**4d$_{5/2}$ photoemission parameters of Zr to Xe at 8047.8 eV: hydrogenic inner factor and Slater screening**

The table holds the 4d$_{5/2}$ (N5) cross section and the angular parameters $\beta$, $\gamma$, $\delta$ of ten fifth-period atoms in a Dirac-Hartree-Slater potential. The program computes the same quantities for a nonrelativistic hydrogenic 4d level with exact Coulomb waves (E1 and E2, no fitted parameter) and repeats this for $n=3$ and 5. For $n=4$ the rms deviations are 0.017 in $\beta$, 0.073 in $\gamma$ and 0.020 in $\delta$, and they depend clearly on $n$. The cross section per electron, from assumed ground-state occupations, is divided by the hydrogenic value and fitted over all rows to $A\,Z_{\rm eff}^{\,b}$ with Slater's $Z_{\rm eff}$, giving $b=1.13$ and 2.3% rms with Pd worst at 6%, against 5.2% for a plain power of $Z$. The 118-fold rise from Zr to Xe splits into 5.0 from filling, 4.9 from the hydrogenic factor and 4.8 from the remainder.

Radial Dirac-Fock and Kohn-Sham solver 3, Dirac-Hartree-Slater potential with a Latter tail: N5 (4d5/2) photoemission from neutral atoms at photon energy 8047.8 eV, linear polarisation. Cross sections include all multipoles; beta (E1) and gamma, delta (E1-E2 interference) are defined by the distribution 1 + beta P2 + (delta + gamma cos^2 theta) sin theta cos phi.

## Script

```python
# Table: 4d5/2 (N5) photoemission cross section (kb), beta, gamma, delta at 8047.8 eV, Zr-Xe; radial solver, Dirac-Hartree-Slater.
# Tested: nonrelativistic hydrogenic 4d (E1 + E2) for the angular parameters; sigma = occupation * hydrogenic * A*Zeff^b (Slater).
T = {
    'ion': ['Zr', 'Mo', 'Tc', 'Ru', 'Rh', 'Pd', 'In', 'Sn', 'I', 'Xe'],
    'Z': [40, 42, 43, 44, 45, 46, 49, 50, 53, 54],
    'subshell_cross_section_N5': [0.001752, 0.007308, 0.01072, 0.01744, 0.02517, 0.03541, 0.07878, 0.09806, 0.174, 0.2062],  # kb
    'subshell_beta_N5': [0.593, 0.627, 0.644, 0.661, 0.678, 0.695, 0.745, 0.761, 0.809, 0.825],
    'subshell_gamma_N5': [1.277, 1.304, 1.315, 1.326, 1.335, 1.343, 1.366, 1.373, 1.386, 1.388],
    'subshell_delta_N5': [0.341, 0.326, 0.318, 0.311, 0.304, 0.297, 0.277, 0.271, 0.252, 0.246],
}
import numpy as np
from math import factorial as f
from scipy.special import loggamma, eval_legendre
from scipy.constants import alpha, physical_constants as pc
w = 8047.8/pc['Hartree energy in eV'][0]; kb = pc['Bohr radius'][0]**2/1e-25
Z = np.array(T['Z'], float); ion = T['ion']; I = {a: i for i, a in enumerate(ion)}
sg, be, ga, de = (np.array(T['subshell_%s_N5' % k], float) for k in ('cross_section', 'beta', 'gamma', 'delta'))
Nd = np.array([2, 5, 5, 7, 8, 10, 10, 10, 10, 10.])  # assumed ground-state 4d counts, not printed by the runs
ct, wt = np.polynomial.legendre.leggauss(8); ph = np.arange(12)*np.pi/6
z = np.repeat(ct, 12); st = np.sqrt(1-z*z); x = st*np.cos(np.tile(ph, 8)); y = st*np.sin(np.tile(ph, 8))
nn = np.array([x, y, z]); W = np.repeat(wt, 12)*np.pi/6
Pr = {l: (2*l+1)/(4*np.pi)*eval_legendre(l, np.clip(nn.T@nn, -1, 1))*W for l in range(5)}
d = np.array([x*y, y*z, x*z, (x*x-y*y)/2, (3*z*z-1)/12**.5]).T
def model(Zn, n=4):
    k = np.sqrt(2*w-Zn**2/n**2); ka = k/Zn; eta = -1/ka; p = 1/n+1j*ka; u = 2j*ka/p
    c = [(-2/n)**j*f(n-3)/f(n-3-j)*f(5)/f(5+j)/f(j) for j in range(n-2)]
    N2 = sum(a*b*f(6+i+j)*(n/2)**(7+i+j) for i, a in enumerate(c) for j, b in enumerate(c))
    R, F = {}, {}
    for l in range(5):
        lg = loggamma(l+1+1j*eta); A = l+1-1j*eta; cc = 2*l+2; tot = 0
        for j, cj in enumerate(c):
            b = 5+j+l+(1 if l % 2 else 2); t = s = 1
            for i in range(b-cc):
                t = t*(cc-A+i)*(cc-b+i)/((cc+i)*(i+1))*u; s = s+t
            tot += cj*f(b-1)*p**(-b)*(1-u)**(cc-A-b)*s
        R[l] = tot.real*2**l*np.exp(-np.pi*eta/2+lg.real)/f(2*l+1)*ka**(l+1)/N2**.5
        F[l] = (-1j)**l*np.exp(1j*lg.imag)*R[l]
    A1 = sum(F[l]*Pr[l]@(z[:, None]*d) for l in (1, 3))
    A2 = 1j*alpha*w/(2*Zn)*sum(F[l]*Pr[l]@((x*z)[:, None]*d) for l in (0, 2, 4))
    a0 = np.linalg.lstsq(np.c_[z*0+1, 1.5*z*z-.5], (abs(A1)**2).sum(1), rcond=None)[0]
    a1 = np.linalg.lstsq(np.c_[x*z*z, x], 2*(A1.conj()*A2).real.sum(1), rcond=None)[0]
    sH = 4*np.pi**2*alpha*w/3*(2*R[1]**2+3*R[3]**2)/5*2/(np.pi*k)/Zn**3*kb
    cD = np.cos(np.arctan(.5/ka)+np.arctan(1/(3*ka)))
    return sH, a0[1]/a0[0], a1[0]/a0[0], a1[1]/a0[0], 1/ka, cD, R[3]/R[1]
M = np.array([model(a) for a in Z]); rms = lambda r: np.sqrt(np.mean(r**2)); L = np.log
print('k=%.2f au, v/c=%.3f, q=%.3f au, (Z alpha)^2=%.3f-%.3f; rounding: angular 0.0005, sigma <0.05%%' % ((2*w)**.5, alpha*(2*w)**.5, alpha*w, (Z[0]*alpha)**2, (Z[-1]*alpha)**2))
print('model check near Born limit (Z=2): beta=%.3f, Rf/Rp=%.2f (theory 0.2, 4)' % (model(2.)[1], model(2.)[6]))
print('row  eta  cosD Rf/Rp | beta tab,hyd4d,ratio-4 formula | gamma tab,hyd | delta tab,hyd')
for i, m in enumerate(M):
    print('%-2s %.2f %+.3f %.2f | %.3f %.3f %.3f | %.3f %.3f | %.3f %.3f' % (ion[i], m[4], m[5], m[6], be[i], m[1], (194-144*m[5])/250, ga[i], m[2], de[i], m[3]))
for n in (3, 4, 5):
    Q = np.array([model(a, n) for a in Z])
    print('n=%d rms beta,gamma,delta %.3f %.3f %.3f; Zr->Xe change %+.3f %+.3f %+.3f' % (n, rms(Q[:, 1]-be), rms(Q[:, 2]-ga), rms(Q[:, 3]-de), *(Q[-1, 1:4]-Q[0, 1:4])))
print('table Zr->Xe change beta,gamma,delta %+.3f %+.3f %+.3f' % (be[-1]-be[0], ga[-1]-ga[0], de[-1]-de[0]))
for nm, v, k in (('beta', be, 1), ('gamma', ga, 2), ('delta', de, 3)):
    r = M[:, k]-v; j = abs(r).argmax()
    print(nm, 'step/Z x1000:', ' '.join('%.1f' % a for a in 1e3*np.diff(v)/np.diff(Z)), '| worst n=4 %s %+.3f' % (ion[j], r[j]))
def fit(nd):
    pe = sg/(.6*nd); Ze = Z-36-.35*(nd-1); S = pe/M[:, 0]
    c1 = np.polyfit(L(Ze), L(S), 1); c2 = np.polyfit(L(Z), L(pe), 1)
    return pe, Ze, S, c1, 100*(np.exp(np.polyval(c1, L(Ze)))/S-1), c2, 100*(np.exp(np.polyval(c2, L(Z)))/pe-1)
pe, Ze, S, c1, r1, c2, r2 = fit(Nd); sl = np.r_[np.nan, np.diff(L(pe))/np.diff(Z)]
print('row occ  sigma/e[kb] dln/dZ  hyd[kb]   S   Zeff  err% Slater  err% Z^a')
for i in range(len(Z)):
    print('%-2s %.1f %.5f %.3f %.4f %.4f %.2f %+.1f %+.1f' % (ion[i], .6*Nd[i], pe[i], sl[i], M[i, 0], S[i], Ze[i], r1[i], r2[i]))
print('S=A Zeff^b: A=%.3g b=%.2f rms %.1f%% worst %s; Z^a: a=%.2f rms %.1f%% worst %s' % (np.exp(c1[1]), c1[0], rms(r1), ion[abs(r1).argmax()], c2[0], rms(r2), ion[abs(r2).argmax()]))
print('exponent in Z: hydrogenic sigma %.2f, S %.2f' % (np.polyfit(L(Z), L(M[:, 0]), 1)[0], np.polyfit(L(Z), L(S), 1)[0]))
N6 = Nd.copy(); N6[I['Tc']] = 6; g = fit(N6)
print('if Tc were 4d6: sigma/e %.5f kb, Slater b=%.2f rms %.1f%%, Tc err %+.1f%% (4d5: %+.1f%%)' % (g[0][I['Tc']], g[3][0], rms(g[4]), g[4][I['Tc']], r1[I['Tc']]))
for a, b in (('Zr', 'Pd'), ('Pd', 'Xe'), ('Zr', 'Xe')):
    i, j = I[a], I[b]
    print('%s->%s factors: total %.1f = filling %.1f x per-electron %.2f (hydrogenic %.2f x S %.2f)' % (a, b, sg[j]/sg[i], Nd[j]/Nd[i], pe[j]/pe[i], M[j, 0]/M[i, 0], S[j]/S[i]))
assert np.all(np.diff(pe) > 0) and sg[I['Xe']]/sg[I['Pd']] > 5
assert np.all(abs(np.diff(be)/np.diff(Z)-0.0165) < 0.0015)
assert np.all(np.diff(de) < 0) and np.all(np.diff(np.diff(ga)/np.diff(Z)) < 1e-6)
assert sl[I['Tc']] > sl[I['Rh']] > sl[I['Ru']] > sl[I['Pd']]
```

Running it gives:

```
k=24.32 au, v/c=0.177, q=2.158 au, (Z alpha)^2=0.085-0.155; rounding: angular 0.0005, sigma <0.05%
model check near Born limit (Z=2): beta=0.201, Rf/Rp=4.00 (theory 0.2, 4)
row  eta  cosD Rf/Rp | beta tab,hyd4d,ratio-4 formula | gamma tab,hyd | delta tab,hyd
Zr 1.80 +0.291 4.26 | 0.593 0.621 0.608 | 1.277 1.358 | 0.341 0.328
Mo 1.91 +0.237 4.28 | 0.627 0.651 0.640 | 1.304 1.384 | 0.326 0.311
Tc 1.97 +0.210 4.29 | 0.644 0.666 0.655 | 1.315 1.395 | 0.318 0.303
Ru 2.03 +0.183 4.30 | 0.661 0.681 0.671 | 1.326 1.404 | 0.311 0.295
Rh 2.09 +0.156 4.31 | 0.678 0.695 0.686 | 1.335 1.413 | 0.304 0.286
Pd 2.15 +0.129 4.32 | 0.695 0.710 0.702 | 1.343 1.421 | 0.297 0.278
In 2.33 +0.048 4.34 | 0.745 0.754 0.748 | 1.366 1.437 | 0.277 0.255
Sn 2.40 +0.021 4.35 | 0.761 0.768 0.764 | 1.373 1.440 | 0.271 0.247
I  2.60 -0.058 4.37 | 0.809 0.810 0.809 | 1.386 1.443 | 0.252 0.225
Xe 2.67 -0.084 4.38 | 0.825 0.824 0.824 | 1.388 1.442 | 0.246 0.218
n=3 rms beta,gamma,delta 0.087 0.094 0.028; Zr->Xe change +0.237 +0.004 -0.117
n=4 rms beta,gamma,delta 0.017 0.073 0.020; Zr->Xe change +0.204 +0.083 -0.110
n=5 rms beta,gamma,delta 0.023 0.061 0.016; Zr->Xe change +0.188 +0.107 -0.107
table Zr->Xe change beta,gamma,delta +0.232 +0.111 -0.095
beta step/Z x1000: 17.0 17.0 17.0 17.0 17.0 16.7 16.0 16.0 16.0 | worst n=4 Zr +0.028
gamma step/Z x1000: 13.5 11.0 11.0 9.0 8.0 7.7 7.0 4.3 2.0 | worst n=4 Zr +0.081
delta step/Z x1000: -7.5 -8.0 -7.0 -7.0 -7.0 -6.7 -6.0 -6.3 -6.0 | worst n=4 Xe -0.028
row occ  sigma/e[kb] dln/dZ  hyd[kb]   S   Zeff  err% Slater  err% Z^a
Zr 1.2 0.00146 nan 0.0627 0.0233 3.65 -1.8 +3.1
Mo 3.0 0.00244 0.256 0.0823 0.0296 4.60 +0.2 +3.2
Tc 3.0 0.00357 0.383 0.0937 0.0381 5.60 -3.0 -9.9
Ru 4.2 0.00415 0.150 0.1061 0.0391 5.90 +0.3 -1.2
Rh 4.8 0.00524 0.233 0.1198 0.0438 6.55 +0.9 -0.9
Pd 6.0 0.00590 0.118 0.1347 0.0438 6.85 +6.0 +10.9
In 6.0 0.01313 0.267 0.1877 0.0700 9.85 -0.0 -3.1
Sn 6.0 0.01634 0.219 0.2083 0.0785 10.85 -0.6 -3.7
I  6.0 0.02900 0.191 0.2797 0.1037 13.85 -1.0 +0.1
Xe 6.0 0.03437 0.170 0.3070 0.1120 14.85 -0.8 +2.8
S=A Zeff^b: A=0.00531 b=1.13 rms 2.3% worst Pd; Z^a: a=10.52 rms 5.2% worst Pd
exponent in Z: hydrogenic sigma 5.28, S 5.24
if Tc were 4d6: sigma/e 0.00298 kb, Slater b=1.14 rms 3.0%, Tc err +6.4% (4d5: -3.0%)
Zr->Pd factors: total 20.2 = filling 5.0 x per-electron 4.04 (hydrogenic 2.15 x S 1.88)
Pd->Xe factors: total 5.8 = filling 1.0 x per-electron 5.82 (hydrogenic 2.28 x S 2.56)
Zr->Xe factors: total 117.7 = filling 5.0 x per-electron 23.54 (hydrogenic 4.89 x S 4.81)
```
